The bond energy studied here is the energy needed to take one hydrogen atom from diphosphane, P₂H₄, leaving the radical P₂H₃. It is the energy of the two relaxed fragments less that of the intact molecule, with the nuclei at rest. Each level of theory was applied to the same molecular shapes, optimised with PBE0/def2-SVP, so the rows differ only in how the electrons are treated. The reference is coupled cluster with full triple and perturbative quadruple excitations, CCSDT(Q), which gives 3.469 eV in the same basis.

Errors in the P–H bond energy of diphosphane, P₂H₄ → P₂H₃ + H, without zero-point energy, computed with Ansatz 0.2.0 and the in-house AFQMC program afq 1. All levels use the def2-TZVP basis, frozen cores and PBE0/def2-SVP geometries, with an RHF determinant for the molecule and UHF determinants for the fragments.

```
         level  this level less the reference (CCSDT(Q), same basis) (meV)  statistical noise, one standard error (meV)
            HF                                                      -853.0                                        0.000
           MP2                                                       -58.0                                        0.000
          CCSD                                                       -13.0                                        0.000
       CCSD(T)                                                         5.0                                        0.000
         CCSDT                                                         0.0                                        0.000
 ph-AFQMC/CISD                                                         7.0                                        8.000
released AFQMC                                                         2.0                                       13.000
```

A negative error means that the level makes the bond too weak. Hartree-Fock (HF) does so by 853 meV, a quarter of the bond energy. Second-order perturbation theory (MP2) brings the error down to 58 meV, and coupled cluster with single and double excitations (CCSD) to 13 meV. Beyond that point the levels differ by amounts that matter for few purposes. The practical question is therefore where to stop, and the answer depends on why the errors become so small.

The large first error comes from the motion that HF leaves out. In HF each electron feels only the average field of the others. Two electrons of the same spin are still kept apart by the antisymmetry of the wavefunction, but two of opposite spin are not, and they come close to each other too often. The energy gained when they avoid each other is the main part of the correlation energy. It is largest for two electrons that share one orbital, as the two electrons of a P–H bond do.

Breaking the bond separates such a pair. One electron leaves with the hydrogen atom, where it has no partner and hence no correlation energy. The other stays on P₂H₃ as an unpaired electron. The molecule thus has more correlation energy to lose than the fragments have, and a method that ignores correlation places the molecule too high relative to them. That is why HF underbinds.

The total energies of the molecule from the same calculations show the size of this loss. At the reference level the molecule has a correlation energy of 9.98 eV, and the bond errors in the table then imply 9.13 eV for the fragments together. Breaking the bond therefore costs 8.5 % of the molecule's correlation energy. An equal share for each of the seven valence pairs would be one seventh, or about 14 %, so counting pairs gives the order of the loss but not its size. The total also contains correlation between electrons of different pairs, and the electron left on P₂H₃ can keep part of that. The calculation does not separate such parts.

The same bookkeeping explains why much cheaper methods than the reference do well. The error in the bond energy is a difference of two errors in total energy:

error of bond energy = error of fragments − error of molecule

For MP2, in meV, this reads

−58 = 1679 − 1737

MP2 places the molecule 1.7 eV too high, yet nearly the same error appears in the fragments. Most electron pairs are present on both sides of the reaction, and what the method misses in them cancels. What remains should come mainly from the electrons whose surroundings change, above all the pair that is broken, although total energies alone cannot show this.

MP2 removes 93 % of the HF error because it gives the bonding pair its first and largest share of correlation. It does so by letting two electrons at a time jump into empty orbitals, with each such excitation treated as if the others were absent. The excitations do influence one another, however, and second order cannot describe that. The bond stays slightly too weak, by about 1.3 kcal/mol. MP2 thus narrowly fails the usual target of 1 kcal/mol, which is 43 meV.

CCSD lets the double excitations act on one another and also allows the orbitals to adjust through single excitations. For two electrons alone it would be exact within the basis, so it suits a process whose main event is the loss of one pair. The step from MP2 to CCSD strengthens the bond by 45 meV and brings it within the target. What CCSD still lacks is mainly the joint motion of three electrons, for example of the bonding pair with an electron of a neighbouring bond.

That omission is far from small in the molecule itself. CCSD places the total energy 460 meV above the reference, and its good bond energy rests on an almost equal error of 447 meV in the fragments. The perturbative triples of CCSD(T) reduce the molecule's error to 62 meV, although they change the bond energy by only 18 meV. This is the best argument for CCSD(T) here. The bond energy gains little, but it depends much less on cancellation.

With full triples, CCSDT, the bond error is zero to the nearest meV. This does not make CCSDT exact or the quadruple excitations absent. They lower the energy of the molecule by 22 meV and that of the fragments by the same amount, so they drop out of the difference. For this bond energy, therefore, the perturbative quadruples cost effort without changing the answer.

Auxiliary-field quantum Monte Carlo (AFQMC) reaches the energy by another route. Random walkers made of determinants are driven towards the ground state, and the average over them carries the correlation. The walkers acquire complex phases that would drown the average in noise, so the phaseless variant (ph-AFQMC) constrains them with a trial wavefunction, here one with single and double excitations (CISD). This keeps the noise in check but introduces a bias. In the released variant the constraint is let go after a while, which removes the bias gradually and lets the noise grow.

Both variants agree with the reference within one standard error: 7 ± 8 meV with the constraint and 2 ± 13 meV after release. The smaller second number is no sign of a better result, because its uncertainty is larger. Nor can either row be ranked against CCSD(T) or CCSDT. The quoted noise of the phaseless row is statistical only, so a bias of a few meV could be hidden in it.

The agreement also sets a limit on how finely the coupled-cluster rows may be judged. CCSDT(Q) was accepted as the reference only because it agreed with the released walk to within 25 to 40 meV, so the two are not independent tests of each other. The errors of CCSD and CCSD(T) are smaller than that window. They measure the distance to CCSDT(Q), not to the exact energy in this basis. The errors of HF and MP2 are larger than the window, so it is firmer that both make the bond too weak. MP2 misses the target of 1 kcal/mol by less than the window, however, so that narrow failure is not certain.

Whether an error of some tens of meV matters depends on the use of the number. P–H bonds must break when phosphine supplies phosphorus to a growing compound semiconductor or dopes silicon, and the growth of phosphides takes place at very roughly 900 K. At a temperature T, the equilibrium constant K for breaking a bond of energy D depends on it as

K ∝ exp(−D / kT)

where k is Boltzmann's constant. An error in D therefore puts K wrong by a factor equal to the exponential of its size divided by kT. K comes out too large if the bond is too weak, and too small if the bond is too strong. At 900 K, kT is 78 meV, and for the MP2 error in diphosphane this gives

exp(58 / 78) ≈ 2.1

MP2 would thus predict about twice the correct constant if the vibrations and everything else were right. For CCSD the factor is about 1.2 and for CCSD(T) about 1.07, while HF is wrong by a factor of roughly 60 000. The estimate turns an energy into a consequence and contains no fitted number, but the table does not test it. It shows that HF is useless for such a purpose, that MP2 gives the order of magnitude, and that the levels above it differ by less than most kinetic models can resolve.

The price of each step follows from formal scaling. When the molecule is doubled in size with the same basis on each atom, the work grows about 32 times for MP2, 64 times for CCSD and 128 times for CCSD(T). For CCSDT(Q) the factor is 512. These are laws for large systems, and actual programs can do better with local approximations. They still show why full triples and quadruples belong to small molecules, while MP2 remains affordable well beyond them.

In Monte Carlo the price grows with the size of the molecule too, but it also depends strongly on the precision wanted, because the noise falls only with the square root of the number of samples. Bringing the phaseless result from 8 to 2 meV would take 16 times as many samples, and the released result would need about 42 times as many to reach the same noise. More samples do nothing against the bias of the constraint. AFQMC is thus most useful here as a check by a method with different weaknesses, and a poor tool for settling differences of a few meV.

For the energy between the intact molecule and its separated fragments, CCSD(T) is the sensible standard. The table does not cover a half-broken bond, where MP2 and CCSD(T) built on a restricted HF determinant are known to fail once the bond is stretched far. MP2 serves for a first survey in which an error of about 0.1 eV is acceptable, and CCSD is a fair choice when the triples cannot be afforded. Effort beyond CCSD(T) is better spent on the basis set than on higher excitations. A finite basis describes the close approach of two electrons poorly, and this again hurts the molecule, with its additional pair, more than the fragments. For a triple-zeta basis such as this one, the resulting error is commonly some tens of meV, a rough general figure that exceeds the step from CCSD(T) to CCSDT.

A comparison with experiment also needs the zero-point energy of the nuclei. The molecule loses a P–H stretch and two bending motions when the bond breaks, which lowers the bond energy by very roughly 0.2 eV. That correction is several times larger than the MP2 error. Leaving it out would spoil the benefit of any correlated level in the table.

The reasoning carries over to related reactions through the number of electron pairs. A reaction that moves a hydrogen atom from one phosphorus to another breaks one pair and forms a similar one, so even HF should profit from cancellation there. A reaction that breaks two pairs without forming new ones should be harder for HF than this one. Before choosing a level, it is therefore worth counting the pairs on each side: the more they differ, the more of the correlation energy the method has to get right by itself.
